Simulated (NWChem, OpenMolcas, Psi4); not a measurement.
How basis sets differ on C2HClF2 (SMILES FC(F)=CCl)

C2HClF2 has 6 atoms, charge 0, and is taken as a singlet. As SMILES, `FC(F)=CCl`. Geometry: relaxed at PBE0-D4/def2-TZVP.

Quantity: the HOMO–LUMO gap, in eV. The values are calculated.

```json
{"level": "HF/STO-3G", "kind": "Hartree–Fock", "program": "NWChem", "value (eV)": "15.89", "CPU time": "1.9 s"}
{"level": "HF/3-21G", "kind": "Hartree–Fock", "program": "OpenMolcas", "value (eV)": "14.88", "CPU time": "2.6 s"}
{"level": "HF/6-31G* (spherical functions)", "kind": "Hartree–Fock", "program": "Psi4", "value (eV)": "14.97", "CPU time": "6.1 s"}
{"level": "HF/def2-SVP", "kind": "Hartree–Fock", "program": "NWChem", "value (eV)": "14.78", "CPU time": "9.8 s"}
```

The values span 14.78 to 15.89 eV. A Hartree–Fock LUMO above zero doesn't converge with the basis: it sinks as sets grow more diffuse. Orbital gaps aren't excitation energies. CPU times are rough (shared hosts, several kinds of processor): they show what a rung costs within a factor of a few.

The gap falls markedly from the minimal STO-3G set, at 15.89 eV, to the split-valence sets, which lie close together. The fall isn't monotonic along the series: HF/6-31G* gives a slightly larger gap than HF/3-21G, despite its polarisation functions. Radial flexibility in the valence shell therefore seems to matter more here than angular flexibility.

With one contracted function per valence orbital, STO-3G can't let an empty antibonding orbital spread out, and so places it too high. Splitting the valence shell allows that expansion. The occupied frontier orbital, probably the C=C π orbital mixed out of phase with halogen lone pairs, also gains flexibility and should sink, but the drop in the LUMO evidently outweighs this. The gaps are large in every set because a Hartree–Fock virtual orbital feels the repulsion of all the electrons, as an added electron would, without orbital relaxation or correlation. Gap values alone can't show how much each frontier level moves.
